When a G0W0 calculation corrects the HSE06 levels of CdTe, does every empty level rise by the same amount? If it did, a single number would repair the whole set of empty bands. Most of the levels in the table come close to this rule, but two of them rise much less than the rest. They lie on the same line through the space of wave vectors, yet one belongs to the lowest empty band and the other to the second. That change of band number is a clue worth following.

CdTe, 2 atoms in the cell, built as zincblende, space group F-43m (216), conventional a = 6.560 Å, 35.29 Å³ an atom. One-shot G0W0 at finite bands, cutoff and k mesh (short of the basis limit), each kind of level from its own valence top. Ansatz 0.2.0, plane-wave PAW, no spin polarisation, cell relaxed with r2SCAN; starting functional HSE06; cutoff 420 eV; k mesh 4×4×4; fixed occupations.

| band | b (fraction of the reciprocal vector) | c (fraction of the reciprocal vector) | kohn sham level (eV) | quasiparticle level (eV) | exchange less vxc (eV) | correlation (eV) |
| --- | --- | --- | --- | --- | --- | --- |
| v2 | 0 | 0 | 0.000 | 0.000 | -1.584 | 1.212 |
| v1 | 0 | 0 | 0.000 | 0.000 | -1.584 | 1.212 |
| c1 | 0 | 0 | 1.527 | 1.760 | 3.689 | -3.829 |
| c2 | 0 | 0 | 5.484 | 5.757 | 3.879 | -3.978 |
| v2 | 0 | 0.25 | -0.422 | -0.435 | -1.676 | 1.291 |
| v1 | 0 | 0.25 | -0.422 | -0.435 | -1.676 | 1.291 |
| c1 | 0 | 0.25 | 2.771 | 3.033 | 3.734 | -3.843 |
| c2 | 0 | 0.25 | 6.042 | 6.302 | 3.978 | -4.090 |
| v2 | 0 | -0.5 | -0.772 | -0.795 | -1.777 | 1.382 |
| v1 | 0 | -0.5 | -0.772 | -0.795 | -1.777 | 1.382 |
| c1 | 0 | -0.5 | 2.610 | 2.877 | 3.679 | -3.783 |
| c2 | 0 | -0.5 | 6.061 | 6.309 | 3.881 | -4.005 |
| v2 | 0.25 | 0.25 | -1.076 | -1.101 | -1.831 | 1.434 |
| v1 | 0.25 | 0.25 | -1.076 | -1.101 | -1.831 | 1.434 |
| c1 | 0.25 | 0.25 | 3.748 | 4.050 | 3.856 | -3.927 |
| c2 | 0.25 | 0.25 | 4.107 | 4.273 | 3.513 | -3.719 |
| v2 | -0.5 | -0.5 | -1.868 | -1.904 | -2.067 | 1.659 |
| v1 | -0.5 | -0.5 | -1.868 | -1.904 | -2.067 | 1.659 |
| c1 | -0.5 | -0.5 | 3.359 | 3.518 | 3.271 | -3.484 |
| c2 | -0.5 | -0.5 | 3.462 | 3.738 | 3.607 | -3.704 |

The kohn sham level is the HSE06 energy, and the quasiparticle level is the G0W0 energy for adding or removing an electron. Each is counted from the valence top of its own calculation. The filled bands are v1 and v2, the empty ones c1 and c2. The fractions b and c fix the wave vector: both are zero at the centre Γ, both are −0.5 at the zone-boundary point X, and both are 0.25 halfway between. The point with b = 0 and c = −0.5 is L, on the boundary in another direction.

The simple model is a scissors correction: the filled levels stay where they are and all empty levels move up together. As the common lift I take the median shift of the ten empty states, 0.261 eV, with the two irregular states included. For c1 at X the model starts from the HSE06 level and gives 3.359 + 0.261 = 3.620 eV. G0W0 puts the state at 3.518 eV, so the estimate is about 0.10 eV too high.

The same estimate is too high by almost as much for c2 halfway to X. The other eight empty states, and all the filled ones, stay within about 0.04 eV of the model, as the printed output shows row by row. Distance from Γ alone doesn't cause the break, because at L both empty states follow the common lift closely. Something particular to these two states must hold them back.

A gentle dependence on energy, a natural refinement of a scissors correction, fails as well. At X the two empty states lie only 0.103 eV apart in HSE06, but their shifts differ by 0.117 eV. A correction that depended on energy alone would have to grow, within that narrow interval, by more than the interval itself. Two states at nearly the same energy are thus treated differently, so the difference must come from the orbitals.

To see how an orbital can matter, consider what G0W0 changes. HSE06 mixes a fixed fraction of exact exchange at short range into an approximate potential, by the same recipe for every orbital. G0W0 takes the full exchange and then works out how the other electrons screen the added charge. The column exchange less vxc holds the first change, with the HSE06 exchange-correlation potential subtracted; the column correlation holds the second. For an empty state the first pushes the level up and the second pulls it down by slightly more.

For c1 at X the two terms are 3.271 and −3.484 eV, which leave −0.213 eV. The level still rises in the table because the valence top, the zero of the scale, sinks further, by 0.372 eV. Measured from that top, the shift is −0.213 + 0.372 = 0.159 eV. A modest correction is therefore the remainder of two much larger ones, and a small change in their balance shows up clearly in the result.

The balance differs between the partners in a strikingly regular way. At X the regular state is c2, and its exchange term is 0.336 eV higher than that of the lagging c1. Halfway to X the regular state is c1, and its exchange term is 0.343 eV higher than that of the lagging c2. Screening takes back 0.220 eV of this advantage at X and 0.208 eV halfway. At both points, then, it cancels most of the difference in exchange but leaves over a third of it, and that remainder sets the two shifts apart.

The numbers thus show the same contrast twice, with the band labels reversed. One possible reading is that the two kinds of orbital have changed places in energy between the two points. Band labels only count levels from below; they don't follow an orbital as the wave vector changes. In zincblende both bands have the same symmetry along the line from Γ to X, so theory lets them mix and requires them, in general, to avoid crossing. Where they come close, each can hand its character to the other.

Symmetry also tells us why the two states at X should be different orbitals at all. Described in terms of s and p orbitals, one combines s character on cadmium with p character on tellurium; the other has these roles reversed. Their charge therefore sits differently relative to the two kinds of atom, and exchange and screening both respond to that. Halfway along the line symmetry lets these two kinds mix, so each state there may hold a good part of both, and the matching contrasts need not have the same origin. The exchange of character is an inference from the energy terms, which a look at the orbitals could confirm or overturn.

The effect on the band structure is easiest to see in the spacing of the two empty levels. At X, G0W0 pushes the upper state up more than the lower one and widens the spacing from 0.103 to 0.220 eV. Halfway to X it pushes the lower state up more and narrows the spacing from 0.359 to 0.223 eV. A common lift would have left both spacings unchanged. If the characters do change places, one difference between orbitals accounts for both changes, and which orbital lies lower decides whether the spacing grows or shrinks.

These contrasts are more instructive than the absolute shifts. G0W0 gaps at such settings typically fall 6 to 9 % short of the basis limit, which for the gap of 1.760 eV means between 0.1 and 0.2 eV. That is at least as large as the breaks discussed here. If the shortfall were alike for neighbouring empty states, it would drop out of their spacing, but no run with a larger basis or a finer k mesh tests this. Halfway to X there is a further limit: one-shot G0W0 keeps the HSE06 orbitals, although the two states could mix anew there and so change their spacing. The pattern of the breaks therefore deserves more trust than their second digit.

For practical work a tempting shortcut is to take the lift from the gap at Γ, which opens by 0.233 eV, and apply it to all empty bands. In this table the G0W0 shifts then range from 0.074 eV below that value to 0.069 eV above it. Such accuracy may serve for a broad picture of the empty bands, but it is poor for the order and spacing of levels that lie a tenth of an electronvolt apart. Nor does the shortcut turn the gap into a prediction of the measured one: spin-orbit coupling, left out of both calculations, would split the valence top, raise its upper part and so lower the gap. In the other direction, the filled d shell of cadmium may leave the computed gap too low.

The reasoning carries over as a way of asking the question. Where two empty bands of similar make-up run side by side, a common lift should preserve their spacing fairly well. Where bands of different make-up come close, the spacing is the first thing to check, because a correction tied to the band number can miss a change in the orbital. For CdTe the open question is which atom carries the s part of the lagging state at X. Projecting the two orbitals onto cadmium and tellurium at several points between the halfway point and X would answer it, and would show whether the characters change places and, if so, where.

Numerical output:

```
Level shifts in eV:
  row  G0W0 less HSE06  sum of both terms  departure from scissors
   v2                0             -0.372                        0
   v1                0             -0.372                        0
   c1            0.233              -0.14                   -0.028
   c2            0.273             -0.099                    0.012
   v2           -0.013             -0.385                   -0.013
   v1           -0.013             -0.385                   -0.013
   c1            0.262             -0.109                    0.001
   c2             0.26             -0.112                   -0.001
   v2           -0.023             -0.395                   -0.023
   v1           -0.023             -0.395                   -0.023
   c1            0.267             -0.104                    0.006
   c2            0.248             -0.124                   -0.013
   v2           -0.025             -0.397                   -0.025
   v1           -0.025             -0.397                   -0.025
   c1            0.302             -0.071                    0.041
   c2            0.166             -0.206                   -0.095
   v2           -0.036             -0.408                   -0.036
   v1           -0.036             -0.408                   -0.036
   c1            0.159             -0.213                   -0.102
   c2            0.276             -0.097                    0.015
Median shift of the ten empty states (eV): 0.261
Opening of the gap at Gamma (eV): 0.233
Largest departure from the median among the other eight empty states (eV): 0.041
Largest downward shift of a filled state (eV): -0.036
Lowest shift of an empty state less the Gamma gap opening (eV): -0.074
Highest shift of an empty state less the Gamma gap opening (eV): 0.069
Splitting c2 less c1 at X in HSE06 (eV): 0.103
Splitting c2 less c1 at X in G0W0 (eV): 0.22
Splitting c2 less c1 halfway to X in HSE06 (eV): 0.359
Splitting c2 less c1 halfway to X in G0W0 (eV): 0.223
Shift of c2 less shift of c1 at X (eV): 0.117
Shift of c1 less shift of c2 halfway to X (eV): 0.136
Exchange term of c2 less c1 at X (eV): 0.336
Exchange term of c1 less c2 halfway to X (eV): 0.343
Correlation term of c2 less c1 at X (eV): -0.22
Correlation term of c1 less c2 halfway to X (eV): -0.208
```
